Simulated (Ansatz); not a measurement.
# Au: pressure and energy less free atoms against volume per atom

Periodic Kohn-Sham DFT of a crystal at fixed atoms; pressure and stress are positive in compression; the energy is the free energy less that of spherical unpolarised free atoms; site moments are those in the method's own spheres, positive along +z. The results are calculated, by Ansatz 0.2.0.

Cell of the first row (space group P6_3/mmc, No. 194):
```
Au
1.0
      2.8408     0.0000     0.0000
     -1.4204     2.4602     0.0000
      0.0000     0.0000     4.7804
Au
2
Direct
  0.33333 0.66667 0.75000
  0.66667 0.33333 0.25000
```

Settings of every row: method all-electron LAPW; functional LDA; relativity scalar; k mesh 14x14x8; filling fermi-dirac; smearing width 0.03 eV; basis error target 0.25 meV/atom; nucleus gaussian.

Atom start moment: 0 on all atoms.

Limits: no spin-orbit coupling on heavy atoms.

```csv
row,volume per atom (Å³),pressure (GPa),energy less free atoms (eV/atom)
1,16.705,-1.305,-4.4632
2,17.06,-4.935,-4.4562
3,17.416,-8.058,-4.4417
4,17.593,-9.433,-4.432
5,17.771,-10.699,-4.4208
6,17.949,?,?
7,18.127,-12.999,-4.3945
8,18.482,-15.009,-4.3633
9,18.837,-16.726,-4.3281
```

Question: what pressure and energy less free atoms should row 6 give?

Worked fit of pressure. Take u = (V_r/V)^(2/3) − 1 with V_r = 17.682 Å³ an atom, which is twice the finite (Eulerian) strain; such expansions in the strain, on which the Birch-Murnaghan equation of state is built, carry the rest volume and the bulk modulus. The shown rows have u = 0.03862, 0.02416, 0.01016, 0.00337, -0.00334, -0.01643, -0.02907, -0.04131. Least squares give pressure = −10.081 + 191.194 × u + 835.8 × u² + 2525 × u³ GPa; a parabola predicts inner rows, each left out in turn, worse (root mean square 0.042 against 0.015 GPa). The rows lie off it by 0.000, 0.003, -0.008, -0.006, 0.011, 0.009, -0.014, 0.005 (root mean square 0.0082 GPa). The withheld row has u = -0.00994, so the fit gives −10.081 + 191.194 × (-0.00994) + 835.8 × (-0.00994)² + 2525 × (-0.00994)³ = -11.901 GPa.

The calculation gave -11.884 GPa. The fit lies 0.017 GPa (0.11 % of the column's range) below it; its largest miss of a shown row is 0.014 GPa.

Worked fit of energy less free atoms. Take u = (V_r/V)^(2/3) − 1 with V_r = 17.682 Å³ an atom, which is twice the finite (Eulerian) strain; such expansions in the strain, on which the Birch-Murnaghan equation of state is built, carry the rest volume and the bulk modulus. The shown rows have u = 0.03862, 0.02416, 0.01016, 0.00337, -0.00334, -0.01643, -0.02907, -0.04131. Least squares give energy less free atoms = −4.42662 − 1.6673 × u + 18.025 × u² + 15.9 × u³ eV/atom; a parabola predicts inner rows, each left out in turn, worse (root mean square 0.00025 against 6.8e-05 eV/atom). The rows lie off it by 0.0000, 0.0000, 0.0000, 0.0000, 0.0001, -0.0001, 0.0000, 0.0000. The withheld row has u = -0.00994, so the fit gives −4.42662 − 1.6673 × (-0.00994) + 18.025 × (-0.00994)² + 15.9 × (-0.00994)³ = -4.4083 eV/atom.

The calculation gave -4.4083 eV/atom. The fit meets it to the printed digit.
